\textbf{Question.} I work with a gate-defined chaotic GaAs/AlGaAs dot of about $0.2~\mu$m$^2$. People quote Wigner-surmise curves with $P\propto s$ at $B=0$ and $P\propto s^2$ in a field. Where do the powers and prefactors come from, and how much field counts as ``in a field''?

\textbf{Answer.}

\textbf{Two-level ensembles.} Write $H=h_0+\mathbf h\cdot\boldsymbol\Gamma$, with all $h_i$ independent Gaussians of variance $\sigma^2$ and anticommuting $\Gamma_i$ of unit square. The spacing is $S=2|\mathbf h|$. Time reversal without spin-orbit coupling allows $\sigma_x,\sigma_z$ ($\beta=1$). A field adds $\sigma_y$ ($\beta=2$). With $T^2=-1$ the matrix is $2\times2$ quaternion, i.e.\ $4\times4$ with two Kramers doublets, and the set is $\sigma_x,\sigma_z,\sigma_y\tau_{x,y,z}$, with $\tau$ the spin ($\beta=4$). A degeneracy needs all $\beta+1$ components to vanish, so the radial measure is $|\mathbf h|^\beta d|\mathbf h|$. The only scale is $\sigma$, which is traded for the mean spacing $\Delta$. With $s=S/\Delta$, imposing $\int P\,ds=\int sP\,ds=1$ gives
\begin{equation}
P_\beta=a\,s^\beta e^{-bs^2},\quad b=\left[\frac{\Gamma(\frac{\beta+2}{2})}{\Gamma(\frac{\beta+1}{2})}\right]^2,\quad a=\frac{2\,b^{(\beta+1)/2}}{\Gamma(\frac{\beta+1}{2})},
\end{equation}
\begin{equation}
P_1=\frac{\pi}{2}s\,e^{-\pi s^2/4},\quad P_2=\frac{32}{\pi^2}s^2e^{-4s^2/\pi},\quad P_4=\frac{2^{18}}{3^6\pi^3}s^4e^{-64s^2/9\pi}.
\end{equation}
Independent levels of unit density leave an interval $s$ empty with probability $\lim_{n\to\infty}(1-s/n)^n=e^{-s}$, so $P=e^{-s}$.

\textbf{Limits in $s$ and $\beta$.} For the cumulative probability $F(s)=\int_0^sP\,ds'$,
\begin{align}
F&\simeq\frac{a\,s^{\beta+1}}{\beta+1}\Big[1-\frac{\beta+1}{\beta+3}\,bs^2\Big] &&(bs^2\ll1),\\
1-F&\simeq\frac{a\,s^{\beta-1}}{2b}e^{-bs^2}\Big[1+\frac{\beta-1}{2bs^2}\Big] &&(bs^2\gg1).
\end{align}
The regimes meet near the peak $s^*=\sqrt{\beta/2b}$. The variance is $(\beta+1)/2b-1$.

\begin{tabular}{lccc}
 & $s^*$ & variance & $F(0.1)$\\
Poisson & 0 & 1 & $9.5\times10^{-2}$\\
$\beta=1$ & 0.798 & 0.273 & $7.8\times10^{-3}$\\
$\beta=2$ & 0.886 & 0.178 & $1.07\times10^{-3}$\\
$\beta=4$ & 0.940 & 0.104 & $2.3\times10^{-5}$
\end{tabular}

For large $\beta$ the variance tends to $1/[2(\beta+1)]$. At $\beta=0$ one gets $(2/\pi)e^{-s^2/\pi}$, which is not Poisson, since two levels cannot mimic an uncorrelated sequence. For large matrices the power $s^\beta$ survives and the prefactor shifts. The unitary pair correlation $1-(\sin\pi s/\pi s)^2$ starts as $(\pi^2/3)s^2=3.29s^2$, while $32/\pi^2=3.24$.

\textbf{Crossover.} Give $h_y$ the variance $\lambda^2\sigma^2$ with $0<\lambda<1$, and set $r=|\mathbf h|/\sigma=\mu s$. The integral over the polar angle is Gaussian in its cosine and yields
\begin{equation}
P_\lambda=\frac{\mu^2s\,e^{-\mu^2s^2/2}}{\sqrt{1-\lambda^2}}\,\mathrm{erf}\Big(\mu s\sqrt{\tfrac{1-\lambda^2}{2\lambda^2}}\Big),\quad \mu=\langle r\rangle=\sqrt{\tfrac2\pi}\Big(\lambda+\frac{\arccos\lambda}{\sqrt{1-\lambda^2}}\Big).
\end{equation}
The limits $\lambda\to0,1$ return $P_1,P_2$. For small $\lambda$, $\mu\simeq\sqrt{\pi/2}\,(1+\lambda^2/2)$. At small $s$, $P_\lambda\simeq\sqrt{2/\pi}\,\mu^3s^2/\lambda$, which meets the linear law $\mu^2s$ at $s_c\simeq\lambda$. Any field therefore makes the closest pairs repel quadratically. The bulk moves only at second order, since $\langle r^2\rangle=2+\lambda^2$ gives a variance $4/\pi-1-2\lambda^2/\pi$.

\textbf{From $\lambda$ to $B$.} The orbital groups are the flux $\Phi/\Phi_0=BA/(h/e)$ and $k_F\sqrt A$. In the symmetric gauge the term linear in $B$ is $V=eB\dot{\mathcal A}$, where $\mathcal A$ is the area swept about the origin, and it is imaginary between real eigenstates. Integrating $\langle V(t)V(0)\rangle=\sum_n|V_{mn}|^2e^{i\omega_{mn}t}$ over all $t$, with level density $1/\Delta$, and replacing the left side by its classical average gives $\overline{|V_{mn}|^2}=\Delta\,e^2B^2D/2\pi\hbar$, where $\langle\mathcal A^2\rangle=Dt$. At $\beta=1$, $\Delta=2\sigma\sqrt{\pi/2}$, so $\lambda^2=2\pi\overline{|V_{mn}|^2}/\Delta^2$. With $D=\gamma v_FA^{3/2}$ and $\Delta=2\pi\hbar^2/m^*A$ per spin direction,
\begin{equation}
\lambda=\frac{B}{B_c},\qquad \frac{B_cA}{\Phi_0}=\frac{1}{\sqrt{2\pi\gamma k_F\sqrt A}},\qquad B_c\propto A^{-5/4}n^{-1/4}.
\end{equation}
The mass cancels. The mapping holds for $\lambda\ll1$, with relative corrections of order $\lambda^2$. Beyond $B_c$ many levels mix and the statistics settle at $\beta=2$. The number $\gamma$ depends on shape. For a roughly round dot of radius $R$, $\langle\dot{\mathcal A}^2\rangle=v_F^2R^2/16$. Assuming exponential memory loss over one mean chord, $\tau=\pi R/2v_F$, we get $D=2\tau\langle\dot{\mathcal A}^2\rangle$ and $\gamma=1/16\sqrt\pi=0.035$.

\textbf{Numbers.} Use the compiled values $m^*=0.067\,m_e$ (Vurgaftman 2001) and $\epsilon=12.87$ (Rakita 2019, 300~K, applied here to the cold dot). Assume $A=0.20~\mu$m$^2$ and a typical density $n=2.0\times10^{11}$~cm$^{-2}$. The model then has 400 electrons, $k_F=\sqrt{2\pi n}=1.12\times10^6$~cm$^{-1}$, $k_F\sqrt A=50.1$ and $\Delta=35.7~\mu$eV. Resolving levels needs $T\ll\Delta/k_B=0.41$~K. Random-matrix statistics hold below the Thouless energy $\hbar v_F/\sqrt A=285~\mu$eV $=8.0\,\Delta$, which covers nearest-neighbour spacings.

With $\Phi_0/A=20.7$~mT the crossover flux is $0.30\,\Phi_0$ and $B_c=6.2$~mT. This is the model's value, and a factor 2 in $\gamma$ moves it by $\sqrt2$. Several mT is typical for dots of this size. At 1~mT, $\lambda=0.16$, so the repulsion is quadratic below about $6~\mu$eV. The fraction of spacings under $0.1\Delta=3.6~\mu$eV falls from $7.8\times10^{-3}$ to $3.2\times10^{-3}$, on its way to $1.07\times10^{-3}$. The rms fluctuation of the spacing goes from $19~\mu$eV at $B=0$ to $15~\mu$eV well above $B_c$.

The unitary window closes when the cyclotron radius $\hbar k_F/eB$ reaches $\sqrt A$, at 165~mT. A field of 30~mT, or $4.8B_c$, lies inside it. There the Zeeman splitting with a typical $|g|=0.44$ is $0.76~\mu$eV $=0.021\Delta$, so each spin direction carries nearly the same orbital sequence.

Linear spin-orbit coupling enters as constant gauge fields $\tau_y/2\ell$ and $-\tau_x/2\ell$, with $\ell$ the length for one radian of precession. Their commutator acts as a field $\pm\hbar/2e\ell^2$ for the two spin directions. For a typical $\ell=5~\mu$m this is 0.013~mT, or $\lambda=0.002$, so $B=0$ means $\beta=1$, and $\beta=4$ would need $\ell$ not much longer than the dot.

\textbf{Interaction.} This neglected term is not small. Even after removal of a constant charging energy, the exchange term $-J\,\mathbf S_{\rm tot}^2$ remains, with $\mathbf S_{\rm tot}$ the total spin in units of $\hbar$. Static Thomas-Fermi screening has wave number $2/a_B^*$ and $V(q{=}0)/A=\Delta/2$. Averaging over momentum transfers $q=2k_F\sin(\theta/2)$,
\begin{equation}
\frac{2J}{\Delta}=\int_0^{2\pi}\frac{d\theta}{2\pi}\,\frac{1}{1+x\sin(\theta/2)}=\frac{2}{\pi}\frac{\operatorname{arccosh}x}{\sqrt{x^2-1}},\qquad x=k_Fa_B^*>1.
\end{equation}
Here $a_B^*=10.2$~nm, $x=1.14$ and $2J=0.61\Delta$. At $\beta=2$ and even electron number the triplet lies below the singlet whenever $S<2J$, which happens with probability $F(0.61)=0.19$. Coulomb-blockade peak spacings are ground-state energy differences, so they mix spin filling with orbital spacings and do not follow $P_\beta$ directly. The surmise describes the single-particle orbital levels of one spin direction.